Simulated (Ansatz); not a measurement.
## CaIrO₃: the change of pressure with volume scale

Free energy against uniform scaling of the volume at fixed shape and fractions; periodic cell, basis, potentials, k mesh and filling as listed. The results are calculated, by Ansatz 0.2.0.

The cell before it is scaled or strained (space group Cmcm, No. 63):
```
CELL_PARAMETERS angstrom
1.57330 -4.93450 0.00000
1.57330 4.93450 0.00000
0.00000 0.00000 7.30190
ATOMIC_POSITIONS crystal
Ca 0.24980 0.75020 0.25000
Ca 0.75020 0.24980 0.75000
Ir 0.00000 0.00000 0.00000
Ir 0.00000 0.00000 0.50000
O 0.92440 0.07560 0.25000
O 0.07560 0.92440 0.75000
O 0.62760 0.37240 0.44950
O 0.37240 0.62760 0.94950
O 0.37240 0.62760 0.55050
O 0.62760 0.37240 0.05050
```

Settings of every row: functional PBEsol; dispersion none; potentials PAW; wave cutoff 450 eV; density cutoff 1800 eV; k mesh 9x9x4; k shift 0x0x0; occupations fermi dirac; smearing width 0.15 eV; spin none.

Limits: coarse k mesh, up to 40 meV an atom off; spin left out beside an open d shell; no spin-orbit coupling, which can matter with elements this heavy.

| row | volume scale | V (Å³/atom) | pressure (GPa) | energy above lowest point (meV/atom) |
| --- | --- | --- | --- | --- |
| 1 | 0.92 | 10.431 | 16.47 | 33.5 |
| 2 | 0.9467 | 10.733 | 8.7 | 10 |
| 3 | 0.9733 | 11.035 | ? | ? |
| 4 | 1 | 11.338 | -3.67 | 1.7 |
| 5 | 1.0267 | 11.64 | -8.57 | 13.4 |
| 6 | 1.0533 | 11.942 | -12.77 | 33.6 |
| 7 | 1.08 | 12.245 | -16.37 | 61.2 |

Question: what pressure should row 3 give?

Worked fit of pressure. Take u = (V_r/V)^(2/3) − 1 with V_r = 11.489 Å³ an atom, which is twice the finite (Eulerian) strain; such expansions in the strain, on which the Birch-Murnaghan equation of state is built, carry the rest volume and the bulk modulus. The shown rows have u = 0.06652, 0.04642, 0.00886, -0.00867, -0.02545, -0.0416. Least squares give pressure = −6.216 + 278.95 × u + 873.8 × u² + 892 × u³ GPa; a parabola predicts inner rows, each left out in turn, worse (root mean square 0.044 against 0.012 GPa). The rows lie off it by 0.00, 0.00, 0.01, 0.00, -0.01, 0.00. The pressure vanishes at u = 0.0209, or V = 11.14 Å³ an atom, and there the bulk modulus at fixed shape and fractions is B = −V dP/dV = (2/3)(1 + u) dP/du = 215 GPa. Letting shape and atoms relax would as a rule lower it, by much in layered, chain or molecular crystals. The withheld row has u = 0.02724, so the fit gives −6.216 + 278.95 × (0.02724) + 873.8 × (0.02724)² + 892 × (0.02724)³ = 2.05 GPa.

The calculation gave 2.04 GPa. The fit lies 0.01 GPa (0.03 % of the column's range) above it, one unit of the last digit.

The other values of row 3: energy above lowest point 0 meV/atom.
